In this crystal every silicon atom is bonded to four germanium atoms and every germanium atom to four silicon atoms. The double layers are stacked in a sequence that repeats only after the fourth, so the cell is about 13 Å long but only 4 Å wide. A long repeat in space means a short range of wave vectors, and the bands of a simpler crystal are folded back into that range. This folding explains much of what looks odd in the table. The crystal is an ordered form, possibly a metastable or purely hypothetical one, and not the random SiGe alloy used in chips.

Kohn–Sham levels of hexagonal SiGe (P6_3mc, 8 atoms per cell) at selected points along Γ–M–K–Γ–A–L–H–A, L–M and H–K, counted from the Fermi level. Computed with Ansatz 0.2.0 using r2SCAN, PAW and plane waves up to 500 eV, scalar-relativistic and without spin polarization, on a 12×12×4 k mesh with Gaussian smearing of 0.02 eV.

```csv
row,band distance (1/Å),level b3 from the Fermi level (eV),level b2 from the Fermi level (eV),level b1 from the Fermi level (eV),level a1 from the Fermi level (eV),level a2 from the Fermi level (eV)
1,0.000,-0.534,-0.389,-0.389,0.500,0.985
2,0.394,-2.052,-1.351,-1.074,1.100,1.589
3,0.787,-2.781,-2.236,-1.787,0.387,0.620
4,1.070,-2.638,-2.433,-2.310,0.726,0.945
5,1.297,-3.282,-2.785,-2.474,1.241,1.779
6,1.600,-3.028,-2.952,-2.497,1.285,1.969
7,2.054,-2.352,-1.791,-1.366,1.923,2.289
8,2.509,-0.534,-0.389,-0.389,0.500,0.985
9,2.612,-1.050,-0.461,-0.461,0.529,0.870
10,2.716,-0.803,-0.646,-0.646,0.617,0.706
11,3.013,-1.625,-1.092,-1.092,1.354,1.354
12,3.407,-2.396,-1.985,-1.985,0.613,0.613
13,3.745,-3.020,-2.269,-2.269,0.784,0.784
14,3.972,-3.494,-2.613,-2.613,1.566,1.566
15,4.199,-3.239,-2.891,-2.891,1.221,1.221
16,4.654,-2.946,-1.886,-1.886,1.666,1.666
17,5.108,-1.197,-0.884,-0.884,1.268,1.268
18,5.311,-2.794,-2.330,-2.071,0.544,0.647
19,5.415,-2.614,-2.383,-1.892,0.455,0.553
20,5.502,-3.239,-2.891,-2.891,1.221,1.221
21,5.606,-2.981,-2.981,-2.758,1.440,1.440
22,5.709,-3.125,-3.125,-2.443,1.485,2.026
```

The levels b1, b2 and b3 are the three highest filled ones at each wave vector, counted downwards; a1 and a2 are the two lowest empty ones, counted upwards. The band distance is the length covered along a path through the zone of wave vectors. Γ is the centre of the zone, while M and K lie on the rim of its middle plane. A, L and H lie straight above Γ, M and K on the top face.

### Row 1: how much energy lifts an electron at Γ, and does the choice of zero matter?

The highest filled level lies at −0.389 eV and the lowest empty one at 0.500 eV, so the lift at fixed wave vector costs 0.889 eV. The filled level is below zero because energies are counted from the Fermi level, which the calculation places in the middle of the gap. Moving the zero to the top of the filled bands would add 0.389 eV to every entry and leave every difference as it is. Only differences between levels therefore carry physical meaning here.

### Row 3: is Γ also where the smallest gap lies?

Only half of it is. No filled level in the table is higher than the one at Γ, but the lowest empty level is in row 3, at 0.387 eV, most of the way from Γ to M. The gap between these two points is 0.776 eV, which is 0.113 eV less than the vertical gap at Γ. The gap is indirect.

This means that electrons in the conduction band settle in a valley away from Γ, while holes collect at Γ. An electron and a hole can then recombine across the gap only if something else, usually a lattice vibration, takes up the difference in wave vector. Light is emitted poorly for this reason, as in silicon. Lifting an electron straight up in row 3 would cost 2.174 eV, because the filled levels have dropped far below their top there.

### How well is the bottom of that valley located?

The sampled points give an upper bound for its energy and only a rough position. Row 3 lies 86% of the way from Γ to M, in the middle plane of the zone. On the regular mesh of the same calculation, the lowest empty level is at 83% of that way, but halfway up towards the top face. It is only 0.003 eV higher than row 3, so the true bottom may lie at either height or between them, and in the last case somewhat below both points. The full path, of which the table shows only some points, already brings the gap down to 0.774 eV.

Folding offers a likely origin. In cubic silicon the conduction valley lies at roughly 85% of the way from Γ to the zone boundary point X. If that valley is carried over into the present cell, the part of its wave vector that lies across the axis ends at 85% of the way from Γ to M. The height is not fixed by this argument, because the stacking here reverses its sense after every two double layers and so is not a plain repeat of the cubic one. The position in the plane fits, but the silicon-like character of the valley remains a guess until its wave function is examined.

### Rows 8 to 10: why does b3 turn upwards while b1 keeps falling?

Row 8 is Γ again, and the path now climbs along the stacking axis towards A. From row 9 to row 10, b1 falls from −0.461 to −0.646 eV, yet b3 rises from −1.050 to −0.803 eV. The columns are sorted by energy at each wave vector, so a column can pass from one band to another. The rise of b3 is best read as the approach of a folded branch. Since b1 and b2 form a pair, that branch must be a pair too; its second member would be the next level down, which the table does not list.

The two halves of the cell are identical except for a turn about the axis. An electron moving along the axis therefore meets no difference between them that could open a gap at A. Its band runs straight through A into the next zone. Folded back into the first zone, the continuation appears as a second, lower branch, which rises towards A and meets the upper one there.

This picture gives a simple formula. Let k be the distance from Γ along the axis and c the cell length, 12.973 Å. The joined band has the same energy at k and −k and repeats after 4π/c, so the simplest smooth form is

E(k) = E(Γ) − w [1 − cos(kc/2)].

For the folded branch k is replaced by 2π/c − k, which turns the minus sign before the cosine into a plus.

The one constant, w, comes from b1 in row 9. There k = 2.612 − 2.509 = 0.103 Å⁻¹, so kc/2 is 0.67 and the bracket is 0.215. The level has dropped by 0.072 eV since Γ, and 0.072/0.215 gives w ≈ 0.335 eV.

Row 10 played no part in this and is a test. There kc/2 is 1.34 and its cosine 0.226, so the upper branch should have dropped by 0.335 × 0.774 ≈ 0.259 eV, to −0.648 eV. The table has −0.646 eV.

For the folded branch the bracket is 1.226 and the formula gives −0.800 eV, against −0.803 eV for b3. A parabola drawn through the same two points of b1, the usual effective-mass picture, puts this branch at −0.911 eV. An effective mass taken near Γ thus misses it by about a tenth of an electronvolt. The rounding of the distance and of the drop in row 9 can shift the cosine's predictions by about a hundredth of an electronvolt, so its closer agreement is partly luck, but its lead over the parabola is not.

The cosine has its limits too. In row 9 it puts the folded branch at −0.987 eV, but the highest level left for it, b3, is at −1.050 eV. The formula is therefore at least 0.06 eV too high there. A single cosine serves for the part of the joined band from Γ to just beyond A, while the far part needs further terms.

The empty levels close up in the same manner. Their separation, a2 less a1, is 0.485 eV at Γ and shrinks to 0.089 eV in row 10. If a1 and a2 are the two branches of one joined band, the separation should follow cos(kc/2), which gives 0.110 eV in row 10. The closing is captured, though it is somewhat faster than a single cosine allows.

### Rows 11 to 17: why are the levels now exactly paired?

These rows lie on the top face of the zone, and in each of them a1 equals a2 and b1 equals b2. The meeting of branches at A has spread over the whole face. The cause is again the likeness of the two half-cells, now combined with the fact that reversing time leaves the energies unchanged.

The argument takes three steps. Shift the crystal by half a cell, give it half a turn about the axis and reverse time: on the top face this returns a state to the same wave vector. Done twice, it amounts to a shift by one full cell, which on this face multiplies the wave by −1. A single state can't do that under an operation that includes time reversal, so there must be two states of equal energy.

The rule carries over to other stackings with the same screw symmetry. A sequence that repeats after six double layers instead of four has a zone only two thirds as high. Its branches fold back sooner and more often, but they still meet in pairs on the top face.

### Rows 18 to 20: does the lowest empty level really leap?

After row 17, which is nearing A, the path breaks off, and rows 18 and 19 descend from L towards M. Off the top face this pairing is no longer enforced, and in row 18 a1 and a2 are already 0.103 eV apart. (The pairs in rows 21 and 22 have another source: the line from H to K keeps a threefold axis, which allows doublets of its own.) Then a1 seems to jump from 0.455 eV in row 19 to 1.221 eV in row 20.

No band does this. The stretch from L ends at M, and the next one starts afresh at H, a different corner of the zone. Row 20 repeats row 15, which is the same point reached earlier. A slope, and hence a velocity or a mass, may be taken only within one stretch of the path.

### Back to row 1: what would spin–orbit coupling change, and what if germanium were replaced by silicon?

At Γ the top of the filled bands is a pair, b1 and b2, with b3 lying 0.145 eV below. In a cubic crystal these three levels would coincide. The hexagonal axis sets one direction apart, and by symmetry the pair belongs to p orbitals lying across the axis and the single level to those along it.

The calculation leaves out spin–orbit coupling, which would split the upper pair. The effect is roughly 0.3 eV in germanium and 0.04 eV in silicon, and about a third of the average goes into raising the top level. The gap would shrink by some hundredths of an electronvolt. With silicon in place of germanium, most of this correction would vanish, since the heavier atom supplies nearly all of it.

### Which digits can be trusted?

The third decimal serves for comparing points within this one calculation, give or take a unit from rounding: the vertical gap at Γ is 0.889 eV from the printed entries and 0.88956 eV on the mesh. Rows 1 and 8 are the same point and agree in every digit, which shows that the numbers are consistent but not that they are true to nature. As a forecast of a measured gap, even the first decimal is uncertain, because functionals of this kind usually give semiconductor gaps that are too small.

The cell adds a further uncertainty. The calculated pressure is about −2.3 GPa, which means that the crystal is held stretched, by roughly 2 to 3% in volume, compared with what this functional prefers. Different conduction valleys respond differently to stretching, and at this strain their spacing can shift by an amount of the order of a tenth of an electronvolt. The lead of 0.113 eV that the valley of row 3 has over Γ is of that very size, so its value is uncertain. The direction can be foreseen, though. In silicon and germanium compression raises the conduction levels at Γ and L and lowers the valley near X. If the valley of row 3 is silicon-like, relaxing to the smaller volume is expected to widen the lead rather than close it, which a run at the relaxed volume would confirm. The pairing on the top face is safe from this concern, since stretching that keeps the symmetry leaves it intact.
